\section*{Macroscopic versus molecular relaxation time: what the local field does}

A dielectric spectrum yields the Debye time $\tau_D$, which describes the response of the polarisation to the Maxwell field $E$. A molecule reorients with its own time $\tau$ in the field that actually turns it. That field contains a part made by the other relaxing dipoles, so the two times differ. This page derives the ratio $\tau_D/\tau$ for the Lorentz field and for the Powles--Glarum cavity construction, shows that both are cases of one formula, and states what each assumes.

\subsection*{Conventions and premises}

Equations are in SI. Times are quoted in ps, dipoles in debye (D), densities in nm$^{-3}$. Fields vary as $e^{+i\omega t}$, so $\varepsilon=\varepsilon'-i\varepsilon''$. A Debye permittivity means
\begin{equation}
\varepsilon(\omega)=\varepsilon_\infty+\frac{\Delta}{1+i\omega\tau_D},\qquad \Delta=\varepsilon_s-\varepsilon_\infty>0,
\label{debye}
\end{equation}
with its loss peak at $\omega\tau_D=1$. The premises are:
\begin{enumerate}
\item The liquid is isotropic, insulating and linear, and electrostatics holds on all lengths used.
\item It holds $N$ molecules per volume, each with a rigid permanent dipole $\mu$ and a polarisability $\alpha$. The induced polarisation follows the field without delay and alone gives $\varepsilon_\infty$.
\item Each dipole performs classical rotational diffusion with coefficient $D$.
\item A rule links the field $F$ that directs a dipole to the Maxwell field. The models differ only here.
\end{enumerate}

\subsection*{The molecular Debye process}

Let $f(\theta,t)$ be the distribution of the angle between a dipole and $F$, with energy $U=-\mu F\cos\theta$. The Smoluchowski equation on the unit sphere is $\partial_t f=D\,\nabla\cdot(\nabla f+f\nabla U/k_BT)$. Multiply by $\cos\theta$ and integrate by parts. Since $\nabla^2\cos\theta=-2\cos\theta$ and $|\nabla\cos\theta|^2=\sin^2\theta$,
\begin{equation}
\frac{d\langle\cos\theta\rangle}{dt}=-2D\langle\cos\theta\rangle+D\,\frac{\mu F}{k_BT}\langle\sin^2\theta\rangle .
\end{equation}
To first order in $F$ the last average takes its isotropic value $2/3$. With $P_\mu=N\mu\langle\cos\theta\rangle$ and $\tau=1/2D$,
\begin{equation}
\tau\dot P_\mu=-P_\mu+\frac{N\mu^2}{3k_BT}F
\quad\Rightarrow\quad
P_\mu=\frac{N\mu^2}{3k_BT}\,\frac{F}{1+i\omega\tau}.
\label{mol}
\end{equation}
At $F=0$ the same equation gives $\langle\mathbf u(0)\cdot\mathbf u(t)\rangle=e^{-t/\tau}$ for the unit vector $\mathbf u$ along the dipole.

\subsection*{Lorentz field}

Draw a sphere round the molecule and keep the polarisation $P$ outside it uniform. The wall carries the charge density $-P\cos\theta$, whose field at the centre is along $P$ with size $(P/2\varepsilon_0)\int_0^\pi\cos^2\theta\sin\theta\,d\theta=P/3\varepsilon_0$. The molecules inside are assumed to add nothing on average. With $P=\varepsilon_0(\varepsilon-1)E$,
\begin{equation}
F=E+\frac{P}{3\varepsilon_0}=\frac{\varepsilon+2}{3}E .
\label{lorentz}
\end{equation}
The same $F$ induces and directs, so $P=N\alpha F+P_\mu$. Divide by $3\varepsilon_0F=\varepsilon_0(\varepsilon+2)E$ and use \eqref{mol}:
\begin{equation}
\frac{\varepsilon-1}{\varepsilon+2}=a+\frac{y}{1+i\omega\tau},\qquad a=\frac{N\alpha}{3\varepsilon_0},\qquad y=\frac{N\mu^2}{9\varepsilon_0k_BT}.
\label{cm}
\end{equation}
The left side equals $1-3/(\varepsilon+2)$. The limits $\omega\to\infty$ and $\omega\to0$ therefore give
\begin{equation}
1-a=\frac{3}{\varepsilon_\infty+2},\qquad 1-a-y=\frac{3}{\varepsilon_s+2}.
\label{limits}
\end{equation}
Equation \eqref{cm} reads $3/(\varepsilon+2)=[(1-a-y)+i\omega\tau(1-a)]/(1+i\omega\tau)$. Insert \eqref{limits} and invert:
\begin{equation}
\varepsilon+2=\frac{(\varepsilon_s+2)(1+i\omega\tau)}{1+i\omega\tau_D},\qquad
\boxed{\tau_D=\tau\,\frac{\varepsilon_s+2}{\varepsilon_\infty+2}} .
\label{resL}
\end{equation}
Subtract $\varepsilon_\infty+2$. The numerator becomes $(\varepsilon_s+2)(1+i\omega\tau)-(\varepsilon_\infty+2)(1+i\omega\tau_D)$, whose imaginary terms cancel by the definition of $\tau_D$ and leave $\Delta$. The permittivity is exactly of the form \eqref{debye}. This is Debye's relation.

The ratio can be written $\tau_D/\tau=(1-a)/(1-a-y)$. It is a feedback gain: the decaying polarisation sustains the field that holds it. It diverges together with $\varepsilon_s$ at $y=1-a$, the polarisation catastrophe of the Lorentz model. Onsager (1936) located the flaw. Part of $P/3\varepsilon_0$ is polarisation that the molecule itself has caused in its neighbours. The field of that part lies along the molecule's own dipole and exerts no torque, yet \eqref{lorentz} counts it as directing.

One by-product survives if the Lorentz field is kept for the induced dipoles alone. Solving $P=N\alpha(E+P/3\varepsilon_0)+P_\mu$ for $P$ with \eqref{limits} gives
\begin{equation}
P=\varepsilon_0(\varepsilon_\infty-1)E+P_{\rm or},\qquad P_{\rm or}=\frac{\varepsilon_\infty+2}{3}P_\mu .
\end{equation}
The liquid thus acts as a continuum $\varepsilon_\infty$ holding dressed dipoles $\mu_{\rm eff}=\mu(\varepsilon_\infty+2)/3$, and by definition of $\varepsilon(\omega)$ the slow part obeys $P_{\rm or}=\varepsilon_0(\varepsilon-\varepsilon_\infty)E$.

\subsection*{A sphere of liquid in chosen surroundings}

Take a sphere of the liquid with radius $b$ and volume $V$, large against molecular correlation lengths, in a medium $\varepsilon_{\rm out}$ with far field $E_0$. Let the sphere carry a uniform $P_{\rm or}$ along $E_0$. The potential is $-E_{\rm in}r\cos\theta$ inside and $-E_0r\cos\theta+A\cos\theta/r^2$ outside. Continuity of the potential at $r=b$ gives $A/b^3=E_0-E_{\rm in}$. Continuity of the normal displacement gives $\varepsilon_\infty E_{\rm in}+P_{\rm or}/\varepsilon_0=\varepsilon_{\rm out}(E_0+2A/b^3)$. Eliminating $A$,
\begin{equation}
E_{\rm in}=G-\frac{P_{\rm or}}{\varepsilon_0(2\varepsilon_{\rm out}+\varepsilon_\infty)},\qquad G=\frac{3\varepsilon_{\rm out}}{2\varepsilon_{\rm out}+\varepsilon_\infty}E_0 .
\label{sphere}
\end{equation}
$G$ is the cavity field, the field inside when the slow polarisation is zero. The second term is the field that the slow polarisation makes on itself, directly and through the surroundings.

Let $\mathbf M$ be the total slow moment of the sphere. Perturb the system by $-\mathbf M\cdot\mathbf h$, where $\mathbf h$ acts on the slow dipoles inside the sphere only, and set $E_0=0$. These dipoles cannot tell $h$ from a Maxwell field, so $P_{\rm or}=\varepsilon_0(\varepsilon-\varepsilon_\infty)(E_{\rm in}+h)$. With \eqref{sphere},
\begin{equation}
\chi(\omega)\equiv\frac{P_{\rm or}}{\varepsilon_0h}=\frac{(\varepsilon-\varepsilon_\infty)(2\varepsilon_{\rm out}+\varepsilon_\infty)}{2\varepsilon_{\rm out}+\varepsilon}.
\label{chi}
\end{equation}
If $\varepsilon_{\rm out}$ does not depend on frequency, a real far field does the same job, because $G$ enters \eqref{sphere} exactly as $h$ does and follows $E_0$ without delay. The perturbation is then the cavity field.

Classical linear response relates $\chi$ to equilibrium fluctuations. In a static $h$ along $z$ the Boltzmann factor gives $\langle M_z\rangle=\langle M^2\rangle h/3k_BT$. If $h$ is switched off at $t=0$, this initial ensemble evolves freely, and $\langle M_z(t)\rangle$ decays as $\Phi(t)=\langle\mathbf M(0)\cdot\mathbf M(t)\rangle/\langle M^2\rangle$. Superposing steps,
\begin{equation}
\chi(0)=\frac{\langle M^2\rangle}{3\varepsilon_0Vk_BT},\qquad
\frac{\chi(\omega)}{\chi(0)}=\varphi(\omega)\equiv\int_0^\infty[-\dot\Phi(t)]\,e^{-i\omega t}\,dt .
\label{fdt}
\end{equation}
Both $\langle M^2\rangle$ and $\Phi$ depend on the surroundings, since the self-field in \eqref{sphere} is part of the unperturbed system.

Now let $\varepsilon_{\rm out}$ be constant and $\Phi=e^{-t/\tau_{\rm sph}}$, so $\varphi=1/(1+i\omega\tau_{\rm sph})$. Write $x=\varepsilon-\varepsilon_\infty$ and $s=2\varepsilon_{\rm out}+\varepsilon_\infty$. Then \eqref{chi} is $1/\chi=1/x+1/s$, and \eqref{fdt} is $1/\chi=(1/\Delta+1/s)(1+i\omega\tau_{\rm sph})$. Equating them,
\begin{equation}
\frac1x=\frac1\Delta+i\omega\tau_{\rm sph}\,\frac{s+\Delta}{s\Delta}
=\frac{1}{\Delta}\left[1+i\omega\tau_{\rm sph}\frac{s+\Delta}{s}\right].
\end{equation}
This is \eqref{debye} with
\begin{equation}
\frac{\tau_D}{\tau_{\rm sph}}=\frac{2\varepsilon_{\rm out}+\varepsilon_s}{2\varepsilon_{\rm out}+\varepsilon_\infty}.
\label{general}
\end{equation}
Every step is reversible: a Debye liquid gives an exponential $\Phi$ for any constant $\varepsilon_{\rm out}$. Equation \eqref{general} is pure electrostatics and relates two collective times. A molecular theory enters when one $\tau_{\rm sph}$ is identified with $\tau$. The choice $\varepsilon_{\rm out}=1$ reproduces \eqref{resL}, so the Lorentz result equates $\tau$ with the decay time of a sphere in vacuum. Conducting surroundings, $\varepsilon_{\rm out}\to\infty$, give $\tau_{\rm sph}=\tau_D$, which is the usual boundary condition of Ewald simulations.

\subsection*{Powles--Glarum result and its bound}

Choose $\varepsilon_{\rm out}=\varepsilon_s$ at all frequencies, and assume that the dipoles in this sphere are uncorrelated, so that $\Phi$ is the single-molecule function $e^{-t/\tau}$. The motive is static. In classical equilibrium the surroundings affect the distribution of configurations inside the sphere only through their static response, so this sphere has the same $\langle M^2\rangle$ as one marked out in its own liquid. Equation \eqref{general} gives
\begin{equation}
\boxed{\tau_D=\tau\,\frac{3\varepsilon_s}{2\varepsilon_s+\varepsilon_\infty}},
\label{resP}
\end{equation}
the relation of Powles (1953) and Glarum (1960). The factor is the static cavity-field factor $G/E_0$. It is bounded on both sides:
\begin{equation}
\frac{\tau_D}{\tau}-1=\frac{\Delta}{2\varepsilon_s+\varepsilon_\infty}>0,\qquad
\frac32-\frac{\tau_D}{\tau}=\frac{3\varepsilon_\infty}{2(2\varepsilon_s+\varepsilon_\infty)}>0 .
\end{equation}
Hence $1<\tau_D/\tau<3/2$, and $3/2$ is approached only as $\varepsilon_s/\varepsilon_\infty\to\infty$. With the longitudinal time $\tau_L=\tau_D\varepsilon_\infty/\varepsilon_s$, \eqref{resP} is also $\tau=(2\tau_D+\tau_L)/3$.

Two assumptions were made: no correlation between dipoles, and surroundings that respond at once with the full $\varepsilon_s$. Each can be lifted.

\subsection*{Correlated dipoles}

Let all $NV$ dipoles in the sphere diffuse in an arbitrary interaction energy $W$, which includes the reaction of the constant surroundings. Observables evolve under $\mathcal L=D\sum_j(\nabla_j^2-\nabla_jW\cdot\nabla_j/k_BT)$. Integration by parts with the weight $e^{-W/k_BT}$ gives $\langle A\mathcal LA\rangle=-D\sum_j\langle|\nabla_jA|^2\rangle$. For $\mathbf M=\mu_{\rm eff}\sum_j\mathbf u_j$ each component has $|\nabla u_k|^2=1-u_k^2$, and the three components sum to 2. Therefore
\begin{equation}
-\frac{d}{dt}\langle\mathbf M(0)\cdot\mathbf M(t)\rangle\Big|_{0^+}=2D\,NV\mu_{\rm eff}^2 ,
\label{slope}
\end{equation}
whatever $W$ is. The same argument gives the initial rate $2D$ for a single dipole, so $\tau=1/2D$ remains the molecular time if its decay is exponential. Define the Kirkwood factor at $\varepsilon_{\rm out}=\varepsilon_s$ by $\langle M^2\rangle=gNV\mu_{\rm eff}^2$. For a Debye liquid $\Phi$ is exponential, so its rate equals its initial slope, $1/\tau_{\rm sph}=1/g\tau$. Then
\begin{equation}
\tau_D=g\,\tau\,\frac{3\varepsilon_s}{2\varepsilon_s+\varepsilon_\infty},\qquad
g\,y=\frac{\Delta(2\varepsilon_s+\varepsilon_\infty)}{\varepsilon_s(\varepsilon_\infty+2)^2}.
\label{withg}
\end{equation}
The second relation is \eqref{fdt} with $\chi(0)$ from \eqref{chi}, the Kirkwood--Fr\"ohlich equation. The result \eqref{resP} is the case $g=1$, and the bound $3/2$ applies to the field factor, not to $\tau_D/\tau$ of a correlated liquid.

Eliminating $g$ from \eqref{withg} gives
\begin{equation}
\frac{\Delta}{\tau_D}=\frac{y(\varepsilon_\infty+2)^2}{3\tau}.
\label{sum}
\end{equation}
The Lorentz model obeys the same law, because \eqref{limits} gives $\Delta=y(\varepsilon_s+2)(\varepsilon_\infty+2)/3$. The two boxed results thus share their kinetics and differ in the static theory that links $\Delta$ to $y$. Lorentz sets the correlation factor to one for the sphere in vacuum, and Powles--Glarum for the matched sphere. By \eqref{chi} the vacuum value of $\langle M^2\rangle$ is smaller than the matched one by the factor $3\varepsilon_s(\varepsilon_\infty+2)/[(2\varepsilon_s+\varepsilon_\infty)(\varepsilon_s+2)]$, so the two assumptions exclude each other unless this factor is close to one.

\subsection*{Surroundings that relax}

In the real liquid the surroundings have $\varepsilon_{\rm out}=\varepsilon(\omega)$. Equation \eqref{chi} was derived with $h$ and still holds:
\begin{equation}
\varphi(\omega)=\frac{(\varepsilon-\varepsilon_\infty)(2\varepsilon+\varepsilon_\infty)}{\varepsilon}\,\frac{\varepsilon_s}{\Delta(2\varepsilon_s+\varepsilon_\infty)},
\label{fm}
\end{equation}
the relation of Fatuzzo and Mason (1967). Insert \eqref{debye}, for which $\varepsilon=\varepsilon_s(1+i\omega\tau_L)/(1+i\omega\tau_D)$. Then $(x/\Delta)(\varepsilon_\infty/\varepsilon)=(\varepsilon_\infty/\varepsilon_s)/(1+i\omega\tau_L)$, and writing the first factor of \eqref{fm} as $x(2+\varepsilon_\infty/\varepsilon)$ gives
\begin{equation}
\Phi(t)=\frac{2\varepsilon_s\,e^{-t/\tau_D}+\varepsilon_\infty\,e^{-t/\tau_L}}{2\varepsilon_s+\varepsilon_\infty}.
\label{biexp}
\end{equation}
A Debye permittivity goes with two exponentials here, so a single exponential $\Phi$ cannot give a Debye permittivity. The Debye form of \eqref{resP} depends on the cavity factor being frozen at its static value. Two times characterise \eqref{biexp}:
\begin{equation}
-\dot\Phi(0)=\frac{3\varepsilon_s}{(2\varepsilon_s+\varepsilon_\infty)\tau_D},\qquad
\tau_{\rm int}=\int_0^\infty\Phi\,dt=\tau_D\,\frac{2\varepsilon_s^2+\varepsilon_\infty^2}{\varepsilon_s(2\varepsilon_s+\varepsilon_\infty)} .
\label{two}
\end{equation}
The initial rate is that of \eqref{resP}, with one third of it coming from the $\tau_L$ term, because $\varepsilon_\infty/\tau_L=\varepsilon_s/\tau_D$. This agrees with \eqref{slope}, since the two spheres have the same $\langle M^2\rangle$. The Powles--Glarum factor therefore converts $\tau_D$ into an initial-slope time. It does not convert it into the integral time, which tends to $\tau_D$ for $\varepsilon_s\gg\varepsilon_\infty$.

\subsection*{Range of validity}

\begin{itemize}
\item \emph{Both results} need $\mu F\ll k_BT$, a cavity far smaller than the wavelength, dc conduction subtracted, and overdamped rotation, which means times well beyond the librational period. The molecule is treated as a spherical rotor. Cooperative reorientation adds cross terms to \eqref{slope} that are omitted here.
\item \emph{The split at $\varepsilon_\infty$} needs everything in $\varepsilon_\infty$ to be much faster than $\tau$. If the rotational diffusion itself yields several relaxations, $x\to\sum_k\Delta_k/i\omega\tau_k$ at high frequency, and the left side of \eqref{sum} becomes $\sum_k\Delta_k/\tau_k$. Weak fast processes then count heavily.
\item \emph{Lorentz} holds for $y\ll1-a$, as in gases and dilute solutions of polar molecules in non-polar solvents. There $\tau_D/\tau-1=\Delta/(\varepsilon_\infty+2)$ is small. The Powles--Glarum value is then close to $\Delta/3\varepsilon_\infty$, and the two coincide at first order only for $\varepsilon_\infty\to1$.
\item \emph{Powles--Glarum} holds for dense polar liquids with a Debye spectrum, $g\approx1$ and independent reorientation, with $\tau$ read as an initial-slope time.
\end{itemize}

\subsection*{Illustration: water near 298 K}

The inputs are $\varepsilon_s=78$ and $\varepsilon_\infty=5$, so $\Delta=73$, with the typical values $\tau_D=8.3$ ps, $N=33.3$ nm$^{-3}$ and gas-phase $\mu=1.85$ D. The loss peak lies at $1/2\pi\tau_D=19.2$ GHz, where the vacuum wavelength is 16 mm. Linearity needs $F\ll k_BT/\mu=0.67$ V/nm. Both general conditions are easily met in ordinary spectroscopy.

\begin{center}
\begin{tabular}{lcc}
\hline
model & $\tau_D/\tau$ & $\tau$ (ps)\\
\hline
Lorentz, \eqref{resL}: $80/7$ & 11.4 & 0.73\\
Powles--Glarum, \eqref{resP}: $234/161$ & 1.45 & 5.7\\
with $g=0.80$, \eqref{withg} & 1.16 & 7.2\\
integral time, \eqref{two} (collective) & 1.03 & 8.1\\
\hline
\end{tabular}
\end{center}

The Powles--Glarum factor lies 3 per cent below its bound. Moving $\varepsilon_\infty$ from 4 to 6 changes it from 1.46 to 1.44, while the Lorentz factor goes from 13.3 to 10.0.

The Lorentz row fails a test on its own statics. The molecular inputs give $y=3.87$. The two permittivities require $y=0.391$ through \eqref{limits}, and the catastrophe sits at $1-a=0.429$. The model would make this liquid ferroelectric. Equivalently, it assumes uncorrelated dipoles in a vacuum sphere, whose $\langle M^2\rangle$ is 0.127 of the matched value.

The terms neglected in the Powles--Glarum row are as large as the factor itself. First, \eqref{withg} gives $gy=3.08$ and $g=0.80$ for $\varepsilon_\infty=5$. With the typical optical value $\varepsilon_\infty=1.8$ it gives $gy=10.7$ and $g=2.8$, while the field factor moves only to 1.48. A value near 5 includes intermolecular vibrations and librations, which are not a molecular polarisability, so the dressing $(\varepsilon_\infty+2)/3$ and hence $g$ are poorly defined. Second, in \eqref{biexp} the weights are 0.969 for $\tau_D$ and 0.031 for $\tau_L=0.53$ ps, so the choice between initial slope and integral changes the ratio from 1.45 to 1.03. The fast term belongs to $1/2\pi\tau_L=0.30$ THz, far above the loss peak, where a one-term Debye fit need not hold. Third, $\Delta/\tau_D=8.8$ ps$^{-1}$, and an illustrative extra relaxation of amplitude 2 and time 0.5 ps would add 4 ps$^{-1}$, or 45 per cent, to the left side of \eqref{sum}.

All entries in the last column are the models' numbers, not properties of water. As typical knowledge and not as a measurement, the first-rank reorientation time of a single water dipole at this temperature is roughly 5 ps: the Lorentz time is short of that by a factor of about 7, the third and fourth rows are long by factors of about 1.4 and 1.6, and the Powles--Glarum time is of the typical size, which does not test the factor 1.45, because $g$ alone is uncertain by more than that factor.